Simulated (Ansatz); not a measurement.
Correcting a cheap level on Ge-containing molecules

The vertical ionisation energy (cation less neutral) in eV of 8 Ge-containing molecules: x at HF/def2-TZVPP, y at CCSD(T)/def2-TZVPP. Shapes, held fixed at every level: PBE0-D4/def2-TZVP. Flexible molecules stand in one conformer, not always the lowest. Programs: Ansatz 0.2.0.

| molecule | x (eV) | y (eV) |
| --- | --- | --- |
| Ge5H10 (SMILES [GeH2]1[GeH2][GeH2][GeH2][GeH2]1) | 8.59 | 9.23 |
| Ge4SiH10 (SMILES [SiH2]1[GeH2][GeH2][GeH2][GeH2]1) | 8.63 | ? |
| Ge3Si2H10 (SMILES [SiH2]1[GeH2][SiH2][GeH2][GeH2]1) | 8.67 | 9.38 |
| Ge4H10 (SMILES [GeH3][GeH2][GeH2][GeH3]) | 8.82 | 9.53 |
| Ge2Si3H12 (SMILES [SiH3][GeH2][SiH2][GeH2][SiH3]) | 8.84 | 9.53 |
| GeSi4H12 (SMILES [SiH3][SiH2][GeH2][SiH2][SiH3]) | 8.84 | 9.56 |
| Ge4SiH12 (SMILES [GeH3][GeH2][SiH2][GeH2][GeH3]) | 8.87 | 9.53 |
| Ge3SiH10 (SMILES [GeH3][SiH2][GeH2][GeH3]) | 8.93 | 9.64 |

Task: Fit y = c + s·x to the known rows and predict y for Ge4SiH10.

Result: 
1. Means of the 7 rows: x = 8.7943, y = 9.486.
2. Σ(Δx)² = 0.086171, Σ(Δx·Δy) = 0.096229, so the slope is 0.096229/0.086171 = 1.1167.
3. Intercept: 9.486 − (1.1167) × 8.7943 = -0.335. The largest residual of the fit is 0.040.
4. Ge4SiH10: -0.335 + 1.1167 × 8.63 = 9.30 eV.

CCSD(T)/def2-TZVPP gives 9.30 eV, so the prediction is off by 0.00 eV: they agree to the digits shown. Uncorrected, HF/def2-TZVPP misses it by -0.67 eV, and the other rows by 0.69 on average. The line removes about 100 % of this miss. Left out in turn, the other rows are missed by 0.03 eV on average, so much of the error is systematic among these molecules. Cations run unrestricted. Relativity is left out for Ge. Outer-core shells of Ge are correlated, in sets that cover them unevenly.

Hartree-Fock places every ionisation energy too low, because the neutral molecule has more correlation energy than the cation, and ionisation removes the part tied to the departing electron. The shortfall is nearly uniform, probably because the hole sits in the same kind of orbital throughout, a delocalised σ combination of Ge-Ge, Ge-Si or Si-Si skeletal bonds. A constant shift would therefore serve almost as well as the line, and the slope above one leans heavily on Ge5H10.

At both levels the three rings ionise below all the chains, which suggests that cyclic σ conjugation raises the highest occupied level. Within the rings the energy climbs as silicon replaces germanium, in keeping with the stronger, deeper-lying bonds of silicon. The five-membered chains show no such order, possibly because conformation also governs σ overlap.

Ge4SiH10 lies between its two ring relatives in composition and in x, so its close match is a favourable interpolation. It doesn't show that the line would hold for ionisation from a lone pair or π orbital.
